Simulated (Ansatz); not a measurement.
## A van 't Hoff estimate for SiH3(SiH3) ⇌ 2 SiH3

Species: SiH3(SiH3) (disilane), singlet; SiH3 (silyl radical) `[SiH3]`, doublet. 

The electronic reaction energy at CCSD(T)/CBS estimate is +334.6 kJ/mol. Shapes: PBE0-D4/def2-TZVP. Programs: Ansatz 0.2.0. Enthalpy and entropy come from rigid-rotor, harmonic-oscillator sums on unscaled PBE0-D4/def2-TZVP wavenumbers, ideal gases at 1 bar. Symmetry numbers: SiH3(SiH3) 6, SiH3 3. R = 8.3145 J/(mol K).

```
T (K)  ΔH (kJ/mol)  ΔS (J/(mol K))
  700       +319.7          +154.1
 1000       +315.7          +149.4
 1300            ?               ?
```

Question: Work out ln K at 700 and 1000 K, and from these estimate it at 1300 K.

Answer: 
1. 700 K: ΔG = +319.7 − 700 × (+154.1)/1000 = +211.8 kJ/mol; ln K = −ΔG/RT = -36.39.
2. 1000 K: ΔG = +315.7 − 1000 × (+149.4)/1000 = +166.3 kJ/mol; ln K = −ΔG/RT = -20.00.
3. Slope against 1000/T: (-20.00 − (-36.39))/(1.0000 − 1.4286) = -38.24, that is −ΔH/R with ΔH near +318 kJ/mol.
4. 1300 K: ln K = -36.39 + (-38.24) × (0.7692 − 1.4286) = -11.17.

The full sums give ΔH = +311.2 kJ/mol, ΔS = +145.5 J/(mol K), ΔG = +122.0 kJ/mol and ln K = -11.29 at 1300 K, so the line is off by +0.12 in ln K; without rounding the miss is +0.12, from the change of ΔH with temperature. The reactants are favoured over this whole range. The number of molecules rises, which sets the sign of ΔS, and lower pressure favours the products. An error of 10 kJ/mol in the energy moves ln K by 0.9 at 1300 K. Soft modes are treated as harmonic, which can err either way at these temperatures; the lowest are those of SiH3(SiH3) (135 cm⁻¹). Open shells run unrestricted. The CBS estimate extrapolates MP2 from def2-TZVPP and def2-QZVPP and adds CCSD(T) − MP2 in the triple-zeta set, cores frozen.

The steep rise of ln K with temperature reflects the cost of breaking the Si–Si σ bond with no new bond formed in return. The entropy gained by freeing two radicals offsets a growing share of that cost, but even at 1300 K ΔG is still +122.0 kJ/mol. The bond is nonetheless weaker than the C–C bond of ethane, as expected from the longer, less effective overlap of the more diffuse silicon valence orbitals.

Both ΔH and ΔS fall on heating because dissociation turns vibrations of disilane into translations and rotations of the fragments. Once thermally excited, a vibration stores more heat than the free motion replacing it, so the heat capacity change is negative. This makes the van 't Hoff plot slightly curved and explains why the straight line overestimates ln K at 1300 K.

The equilibrium constant doesn't identify the pyrolysis route: disilane is known to decompose mainly to silylene and silane, a channel that avoids forming two free silyl radicals.
